**Hand rules for field and mass constants of Pd4+ inner shells**

The table holds the field constant F and the normal and specific mass constants of the K, L and M binding energies of free Pd4+, from first-order treatment of Dirac-Fock ground and hole states without relativistic recoil terms. The program tests parameter-free rules built on Slater screening: a contact density Z·Zs²G/(πn³) recounted in the hole state for F, a difference of Slater total energies with fine structure for the binding energy, and 1s–2p and 2p–3d exchange pairs for the specific term. The plain rule gives F of the s holes to 2–6 % but misses the d holes by over 60 %, and an amendment made in view of that miss, nd electrons screening ns and np on top of exact Dirac factors, lowers the mean absolute error over all rows to 9 %. Binding energies are good to 5 % in the K and L shells and 16–37 % low in the M shell. The pair rule is within 8 % for K, L2, L3, M4 and M5, gives zero for the other rows, and worsens in those five rows when the hole orbitals are rescreened. The mass totals of M2 to M5 are small remainders that neither the rule nor the neglected recoil terms leave secure.

Calculated values. Field-shift (F) and mass-shift (K) constants of inner-shell binding energies of Pd4+ (Z = 46), [Kr] 4d6, from Radial Dirac-Fock and Kohn-Sham solver 3: first order on Dirac-Fock ground and hole states, Fermi nucleus of rms radius 4.5318 fm, no relativistic recoil terms. Shift = F × change of mean square radius + K × change of 1/M, where K is the sum of its normal and specific parts.

## Analysis program

```python
# Table: field (meV/fm^2), normal and specific mass constants (meV u) of inner-shell binding energies
# of Pd4+, radial Dirac-Fock ground and hole states, first order, no relativistic recoil.
# Tested: parameter-free Slater-screening rules for F, for B (K normal = -m B) and for K specific.
T = {
    'level_shell': ['K', 'L1', 'L2', 'L3', 'M1', 'M2', 'M3', 'M4', 'M5'],
    'level_field_constant': [-51.42, -5.78, 0.2758, 0.3655, -1.082, 0.0655, 0.08427, 0.07235, 0.07099],  # meV/fm²
    'level_normal_mass_constant': [-13440, -2024, -1871, -1784, -408.9, -348.3, -332.6, -225.7, -222.7],  # meV u
    'level_specific_mass_constant': [6294, -124.8, 2496, 2261, -141.4, 308.5, 248.0, 269.8, 263.3],  # meV u
}
import numpy as np
from math import gamma as Gm, factorial as fa, sqrt
from scipy.constants import physical_constants as pc, alpha
Ha = pc['Hartree energy in eV'][0]*1e3; a0 = pc['Bohr radius'][0]*1e15; mu = pc['electron mass in u'][0]
Z = 46; rms = 4.5318  # fm, from the caption
R = sqrt(5/3)*rms/a0; za = Z*alpha; g = sqrt(1-za**2); G = 2*(2*Z*R)**(2*g-2)/Gm(2*g+1); C = 2/3*Z*Z*Ha/a0**2
S = T['level_shell']; F, KN, KS = [np.array(T['level_'+c+'_constant']) for c in ('field', 'normal_mass', 'specific_mass')]
rows = [(1,-1),(2,-1),(2,1),(2,-2),(3,-1),(3,1),(3,-2),(3,2),(3,-3)]  # (n, kappa)
gr = {r: 2*abs(r[1]) for r in rows+[(4,-1),(4,1),(4,-2)]}; gr[(4,2)] = 6  # 4d6 lumped, only l matters
L = lambda k: k if k > 0 else -k-1
hole = lambda r: {**gr, r: gr[r]-1}
def zs(o, t, byn=False):  # Slater rules; byn lets nd screen ns, np by 0.35
    n, l, s = t[0], L(t[1]), 0.0
    for (m, k), q in o.items():
        q -= ((m, k) == t); d = L(k) == 2
        if m == n and d == (l == 2): s += q*(0.30 if n == 1 else 0.35)
        elif m == n: s += q*(1.0 if l == 2 else 0.35*byn)
        elif m < n: s += q*(0.85 if (m == n-1 and l < 2) else 1.0)
    return Z-s
def w(n, k, ex):  # density at R in units Z^3/pi
    if abs(k) > 1: return 0.0
    if not ex: return G/n**3*(1 if k < 0 else za**2*(n*n-1)/(4*n*n))
    r = n-1; N = sqrt(n*n-2*r*(1-g)); e = (r+g)/N
    return Gm(2*g+1+r)/(4*N*(N-k)*fa(r)*Gm(2*g+1)**2)*2/N**3*(2*Z*R/N)**(2*g-2)*((1+e)*(N-k-r)**2+(1-e)*(N-k+r)**2)
rho = lambda o, ex, b: sum(q*zs(o, t, b)**2*w(*t, ex) for t, q in o.items())
E = lambda o: -sum(q*zs(o, t)**2/(2*(3.7 if t[0] == 4 else t[0])**2) for t, q in o.items())
fs = lambda t: zs(gr, t)**4*alpha**2/(2*t[0]**4)*(t[0]/abs(t[1])-0.75)
def J2(o, n, t, u):  # nodeless orbitals n and n+1
    a, b = zs(o, t)/n, zs(o, u)/(n+1)
    return (a*(2*a)**(n+.5)*(2*b)**(n+1.5)/sqrt(fa(2*n)*fa(2*n+2))*fa(2*n+1)/(a+b)**(2*n+2))**2
def pp(o, x):  # occupations o, orbitals screened as in x
    p = (o[(2,1)]+o[(2,-2)])/6; d = (o[(3,2)]+o[(3,-3)])/10
    return 2*J2(x, 1, (1,-1), (2,-2))*o[(1,-1)]/2*p + 4*J2(x, 2, (2,-2), (3,-3))*p*d
Fm = [np.array([C*(rho(hole(r), ex, b)-rho(gr, ex, b)) for r in rows]) for ex, b in ((0,0),(1,0),(1,1))]
B = -KN/mu/1e3; Bm = np.array([E(hole(r))-E(gr)+fs(r) for r in rows])*Ha/1e3; KNm = -Bm*1e3*mu
fr = np.array([pp(gr, gr)-pp(hole(r), gr) for r in rows])*Ha*mu
rl = np.array([pp(gr, gr)-pp(hole(r), hole(r)) for r in rows])*Ha*mu
print(f"Z alpha {za:.4f}, squared {za**2:.4f}, gamma {g:.4f}, R {R*a0:.2f} fm, G {G:.3f} (with rms radius {G*(5/3)**(1-g):.3f})")
print(f"(2/3)Z^4 Ha/a0^2 {C*Z*Z:.2f}, times G {C*Z*Z*G:.2f}, per unit Zs^2/n^3 {C*G:.5f} meV/fm2; m*Ha {mu*Ha:.3f} meV u")
print("Zs: " + ", ".join(f"{s} {zs(gr, t):.2f}" for s, t in zip(('1s','2sp','3sp','3d','4sp','4d'), ((1,-1),(2,-1),(3,-1),(3,2),(4,-1),(4,2)))))
print("Dirac factor against G/n^3, 2s 3s 4s:", *[f"{w(n,-1,1)/w(n,-1,0):.3f}" for n in (2,3,4)], "; table rounding 0.05 % or less")
print("F meV/fm2: table | A plain rule | B Dirac factor per n | C = B with nd screening ns,np (error %)")
for i, s in enumerate(S): print(f"{s:3}{F[i]:9.4f} | " + " | ".join(f"{m[i]:8.4f} ({100*(m[i]/F[i]-1):+.0f})" for m in Fm))
for c, m in zip("ABC", Fm):
    e = abs(m/F-1)*100; print(f"{c}: mean abs error {e.mean():.0f} %, s rows {e[[0,1,4]].mean():.0f} %, worst {S[e.argmax()]} {e.max():.0f} %")
for i in (0, 3):
    d = -C*zs(gr, rows[i])**2*w(*rows[i], 0)+0.0
    print(f"worked {S[i]}: rule A direct {d:.3f}, rescreening {Fm[0][i]-d:+.3f} meV/fm2; B Slater {Bm[i]-fs(rows[i])*Ha/1e3:.0f} + fine {fs(rows[i])*Ha/1e3:.0f} eV")
print(f"F ratios L1/K {F[1]/F[0]:.4f} (1/8 = 0.1250), M1/K {F[4]/F[0]:.4f} (1/27 = 0.0370)")
print(f"L2-L3 table {F[2]-F[3]:.4f} rule A {Fm[0][2]-Fm[0][3]:.4f}; M2-M3 {F[5]-F[6]:.4f} rule A {Fm[0][5]-Fm[0][6]:.4f}; M4-M5 {F[7]-F[8]:.4f}")
print("B eV table, rule (err %) | K normal rule | K specific table, pairs, rescreened | total table, rule (meV u)")
for i, s in enumerate(S):
    print(f"{s:3}{B[i]:6.0f}{Bm[i]:7.0f} ({100*(Bm[i]/B[i]-1):+.0f}) |{KNm[i]:7.0f} |{KS[i]:6.0f}{fr[i]:6.0f}{rl[i]:6.0f} |{KN[i]+KS[i]:7.0f}{KNm[i]+fr[i]:7.0f}")
print("pair rule error %:", *[f"{S[i]} {100*(fr[i]/KS[i]-1):+.0f}" for i in (0,2,3,7,8)], "; zero for L1 M1 M2 M3")
print("total with table normal + pair rule:", *[f"{S[i]} {KN[i]+fr[i]:.0f}" for i in (0,2,3,7,8)])
print(f"1s-2p pair {J2(gr,1,(1,-1),(2,-2))/3:.1f} Ha; 2p-3d sum {4*J2(gr,2,(2,-2),(3,-3)):.1f} Ha; K/(weighted L2,L3) table {3*KS[0]/(KS[2]+2*KS[3]):.2f} rule {fr[0]/fr[3]:.2f}")
print("specific/|normal|:", *[f"{s} {x:.2f}" for s, x in zip(S, -KS/KN)])
print("(Z alpha)^2 |normal| / |total|:", *[f"{s} {x:.2f}" for s, x in zip(S, za**2*abs(KN/(KN+KS)))])
dm = 1/108-1/106; dr = 0.2  # rough recalled change of <r^2> in fm^2 for two neutrons
for i in (0, 3): print(f"{S[i]}, M 106 to 108 u, rough 0.2 fm2: field {F[i]*dr:+.3f}, mass {(KN[i]+KS[i])*dm:+.3f} meV")
assert all((F[i] < 0) == (r[1] == -1) for i, r in enumerate(rows))
assert F[2] < F[3] and F[5] < F[6] and KS[1] < 0 and KS[4] < 0
assert all(abs(Fm[0][i]/F[i]-1) < 0.15 for i in (0, 1, 4))
assert 2 < 3*KS[0]/(KS[2]+2*KS[3]) < 3.5
```

It prints:

```
Z alpha 0.3357, squared 0.1127, gamma 0.9420, R 5.85 fm, G 1.890 (with rms radius 1.947)
(2/3)Z^4 Ha/a0^2 29.01, times G 54.84, per unit Zs^2/n^3 0.02591 meV/fm2; m*Ha 14.928 meV u
Zs: 1s 45.70, 2sp 41.85, 3sp 34.75, 3d 24.85, 4sp 18.25, 4d 8.25
Dirac factor against G/n^3, 2s 3s 4s: 1.106 1.112 1.109 ; table rounding 0.05 % or less
F meV/fm2: table | A plain rule | B Dirac factor per n | C = B with nd screening ns,np (error %)
K   -51.4200 | -52.7640 (+3) | -52.6938 (+2) | -52.7130 (+3)
L1   -5.7800 |  -5.4253 (-6) |  -5.9982 (+4) |  -6.0151 (+4)
L2    0.2758 |   0.2216 (-20) |   0.2375 (-14) |   0.2206 (-20)
L3    0.3655 |   0.3434 (-6) |   0.3812 (+4) |   0.3642 (-0)
M1   -1.0820 |  -1.1080 (+2) |  -1.2318 (+14) |  -0.9914 (-8)
M2    0.0655 |   0.0449 (-31) |   0.0478 (-27) |   0.0458 (-30)
M3    0.0843 |   0.0745 (-12) |   0.0829 (-2) |   0.0742 (-12)
M4    0.0723 |   0.0264 (-64) |   0.0293 (-59) |   0.0742 (+3)
M5    0.0710 |   0.0264 (-63) |   0.0293 (-59) |   0.0742 (+5)
A: mean abs error 23 %, s rows 4 %, worst M4 64 %
B: mean abs error 21 %, s rows 7 %, worst M4 59 %
C: mean abs error 9 %, s rows 5 %, worst M2 30 %
worked K: rule A direct -54.122, rescreening +1.358 meV/fm2; B Slater 24064 + fine 790 eV
worked L3: rule A direct 0.000, rescreening +0.343 meV/fm2; B Slater 3365 + fine 35 eV
F ratios L1/K 0.1124 (1/8 = 0.1250), M1/K 0.0210 (1/27 = 0.0370)
L2-L3 table -0.0897 rule A -0.1219; M2-M3 -0.0188 rule A -0.0296; M4-M5 0.0014
B eV table, rule (err %) | K normal rule | K specific table, pairs, rescreened | total table, rule (meV u)
K   24500  24854 (+1) | -13634 |  6294  5903  5334 |  -7146  -7731
L1   3690   3538 (-4) |  -1941 |  -125     0  -584 |  -2149  -1941
L2   3411   3538 (+4) |  -1941 |  2496  2382  1895 |    625    441
L3   3252   3399 (+5) |  -1865 |  2261  2382  1895 |    477    517
M1    745    473 (-37) |   -259 |  -141     0  -373 |   -550   -259
M2    635    473 (-26) |   -259 |   308     0  -373 |    -40   -259
M3    606    453 (-25) |   -249 |   248     0  -373 |    -85   -249
M4    411    341 (-17) |   -187 |   270   248   134 |     44     61
M5    406    339 (-16) |   -186 |   263   248   134 |     41     62
pair rule error %: K -6 L2 -5 L3 +5 M4 -8 M5 -6 ; zero for L1 M1 M2 M3
total with table normal + pair rule: K -7537 L2 511 L3 598 M4 23 M5 26
1s-2p pair 131.8 Ha; 2p-3d sum 166.4 Ha; K/(weighted L2,L3) table 2.69 rule 2.48
specific/|normal|: K 0.47 L1 -0.06 L2 1.33 L3 1.27 M1 -0.35 M2 0.89 M3 0.75 M4 1.20 M5 1.18
(Z alpha)^2 |normal| / |total|: K 0.21 L1 0.11 L2 0.34 L3 0.42 M1 0.08 M2 0.99 M3 0.44 M4 0.58 M5 0.62
K, M 106 to 108 u, rough 0.2 fm2: field -10.284, mass +1.248 meV
L3, M 106 to 108 u, rough 0.2 fm2: field +0.073, mass -0.083 meV
```
